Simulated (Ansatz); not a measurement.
# A series in volume scale on Sn₄Pd

Results calculated with Ansatz 0.2.0, not measured. Free energy against uniform scaling of the volume at fixed shape and fractions; periodic cell, basis, potentials, k mesh and filling as listed.

The cell before it is scaled or strained (space group Ccce, No. 68):
```
cell vectors (Å)
   3.2208    -5.7226     0.0000
   3.2208     5.7226     0.0000
   0.0000     0.0000     6.3886
atoms (fractions of the cell vectors)
Sn  0.95792  0.70454  0.83010
Sn  0.04208  0.29546  0.83010
Sn  0.70454  0.95792  0.16990
Sn  0.29546  0.04208  0.16990
Sn  0.54208  0.79546  0.66990
Sn  0.45792  0.20454  0.66990
Sn  0.79546  0.54208  0.33010
Sn  0.20454  0.45792  0.33010
Pd  0.50000  0.50000  0.00000
Pd  0.00000  0.00000  0.50000
```

Settings of every row: functional PBEsol; dispersion none; potentials PAW; wave cutoff 550 eV; density cutoff 2200 eV; k mesh 5x5x4; k shift 0x0x0; occupations cold; smearing width 0.05 eV; spin none.

Limits: coarse k mesh, up to 40 meV an atom off.

| row | volume scale | V (Å³/atom) | energy above lowest point (meV/atom) | pressure (GPa) |
| --- | --- | --- | --- | --- |
| 1 | 0.94 | 22.137 | ? | ? |
| 2 | 0.96 | 22.608 | 9.1 | 3.38 |
| 3 | 0.98 | 23.079 | 2 | 1.51 |
| 4 | 1 | 23.55 | 0 | -0.14 |
| 5 | 1.02 | 24.021 | 2.6 | -1.6 |
| 6 | 1.04 | 24.492 | 9.2 | -2.88 |
| 7 | 1.06 | 24.963 | 19.4 | -4.02 |

Question: what energy above lowest point and pressure should row 1 give?

Worked fit of energy above lowest point. Take u = (V_r/V)^(2/3) − 1 with V_r = 23.785 Å³ an atom, which is twice the finite (Eulerian) strain; such expansions in the strain, on which the Birch-Murnaghan equation of state is built, carry the rest volume and the bulk modulus. The shown rows have u = 0.03441, 0.02029, 0.00664, -0.00656, -0.01934, -0.03171. Least squares give energy above lowest point = 0.76 − 196.3 × u + 12537 × u² + 6117 × u³ meV/atom; a parabola predicts inner rows, each left out in turn, worse (root mean square 0.075 against 0.02 meV/atom). All shown rows lie on it to the printed digit. Its lowest point lies at u = 0.0078, or V = 23.51 Å³ an atom, and the curvature there gives the bulk modulus at fixed shape and fractions, B = (4/9)(1 + u)² E″(u)/V = 78 GPa. Letting shape and atoms relax would as a rule lower it, by much in layered, chain or molecular crystals. The withheld row has u = 0.04903, so the fit gives 0.76 − 196.3 × (0.04903) + 12537 × (0.04903)² + 6117 × (0.04903)³ = 22.0 meV/atom.

The calculation gave 22 meV/atom. The fit meets it to the printed digit. This row lies beyond the range of the fit.

Worked fit of pressure. Take u = (V_r/V)^(2/3) − 1 with V_r = 23.785 Å³ an atom, which is twice the finite (Eulerian) strain; such expansions in the strain, on which the Birch-Murnaghan equation of state is built, carry the rest volume and the bulk modulus. The shown rows have u = 0.03441, 0.02029, 0.00664, -0.00656, -0.01934, -0.03171. Least squares give pressure = −0.89 + 110.75 × u + 385.2 × u² GPa; a straight line predicts inner rows, each left out in turn, worse (root mean square 0.16 against 0.0072 GPa). The rows lie off it by 0.00, -0.01, 0.00, 0.00, 0.01, -0.01. The pressure vanishes at u = 0.0078, or V = 23.51 Å³ an atom, and there the bulk modulus at fixed shape and fractions is B = −V dP/dV = (2/3)(1 + u) dP/du = 78.5 GPa. Letting shape and atoms relax would as a rule lower it, by much in layered, chain or molecular crystals. The withheld row has u = 0.04903, so the fit gives −0.89 + 110.75 × (0.04903) + 385.2 × (0.04903)² = 5.47 GPa.

The calculation gave 5.47 GPa. The fit meets it to the printed digit. This row lies beyond the range of the fit.
